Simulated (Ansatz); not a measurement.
# YTe: the change of energy less free atoms and pressure with volume per atom

All results are calculated (Ansatz 0.2.0). Periodic Kohn-Sham DFT of a crystal at fixed atoms; pressure and stress are positive in compression; the energy is the free energy less that of spherical unpolarised free atoms; site moments are those in the method's own spheres, positive along +z.

Cell of the first row (space group Fm-3m, No. 225):
```
CELL_PARAMETERS angstrom
0.00000 2.98530 2.98530
2.98530 0.00000 2.98530
2.98530 2.98530 0.00000
ATOMIC_POSITIONS crystal
Y 0.00000 0.00000 0.00000
Te 0.50000 0.50000 0.50000
```

Settings of every row: method all-electron LAPW; functional PBEsol; relativity scalar; k mesh 12x12x12; filling fermi-dirac; smearing width 0.05 eV; basis error target 0.5 meV/atom; nucleus gaussian.

Atom start moment: 0 on all atoms.

Limits: no spin-orbit coupling on heavy atoms.

| row | volume per atom (Å³) | energy less free atoms (eV/atom) | pressure (GPa) |
| --- | --- | --- | --- |
| 1 | 26.605 | -5.5989 | 4.218 |
| 2 | 27.171 | ? | ? |
| 3 | 27.737 | -5.6166 | 0.905 |
| 4 | 28.02 | -5.6176 | 0.183 |
| 5 | 28.303 | -5.6173 | -0.502 |
| 6 | 28.586 | -5.6158 | -1.15 |
| 7 | 28.869 | -5.6132 | -1.765 |
| 8 | 29.435 | -5.605 | -2.899 |
| 9 | 30.001 | -5.5929 | -3.916 |

Question: what energy less free atoms and pressure should row 2 give?

Worked fit of energy less free atoms. Take u = (V_r/V)^(2/3) − 1 with V_r = 28.444 Å³ an atom, which is twice the finite (Eulerian) strain; such expansions in the strain, on which the Birch-Murnaghan equation of state is built, carry the rest volume and the bulk modulus. The shown rows have u = 0.04557, 0.01692, 0.01006, 0.00332, -0.00331, -0.00984, -0.02257, -0.03491. Least squares give energy less free atoms = −5.61671 − 0.2174 × u + 13.334 × u² eV/atom; a straight line predicts inner rows, each left out in turn, worse (root mean square 0.0069 against 5.6e-05 eV/atom). The rows lie off it by 0.0000, 0.0000, -0.0001, 0.0000, 0.0000, 0.0001, 0.0000, 0.0000. Its lowest point lies at u = 0.0082, or V = 28.1 Å³ an atom, and the curvature there gives the bulk modulus at fixed shape and fractions, B = (4/9)(1 + u)² E″(u)/V = 68.7 GPa. The withheld row has u = 0.031, so the fit gives −5.61671 − 0.2174 × (0.031) + 13.334 × (0.031)² = -5.6106 eV/atom.

The calculation gave -5.6107 eV/atom. The fit lies 0.0001 eV/atom (0.4 % of the column's range) above it, one unit of the last digit.

Worked fit of pressure. Take u = (V_r/V)^(2/3) − 1 with V_r = 28.444 Å³ an atom, which is twice the finite (Eulerian) strain; such expansions in the strain, on which the Birch-Murnaghan equation of state is built, carry the rest volume and the bulk modulus. The shown rows have u = 0.04557, 0.01692, 0.01006, 0.00332, -0.00331, -0.00984, -0.02257, -0.03491. Least squares give pressure = −0.8294 + 97.803 × u + 275.55 × u² + 193 × u³ GPa; a parabola predicts inner rows, each left out in turn, worse (root mean square 0.0029 against 0.00048 GPa). All shown rows lie on it to the printed digit. The pressure vanishes at u = 0.0083, or V = 28.09 Å³ an atom, and there the bulk modulus at fixed shape and fractions is B = −V dP/dV = (2/3)(1 + u) dP/du = 68.8 GPa. The withheld row has u = 0.031, so the fit gives −0.8294 + 97.803 × (0.031) + 275.55 × (0.031)² + 193 × (0.031)³ = 2.473 GPa.

The calculation gave 2.472 GPa. The fit lies 0.001 GPa (0.012 % of the column's range) above it, one unit of the last digit.
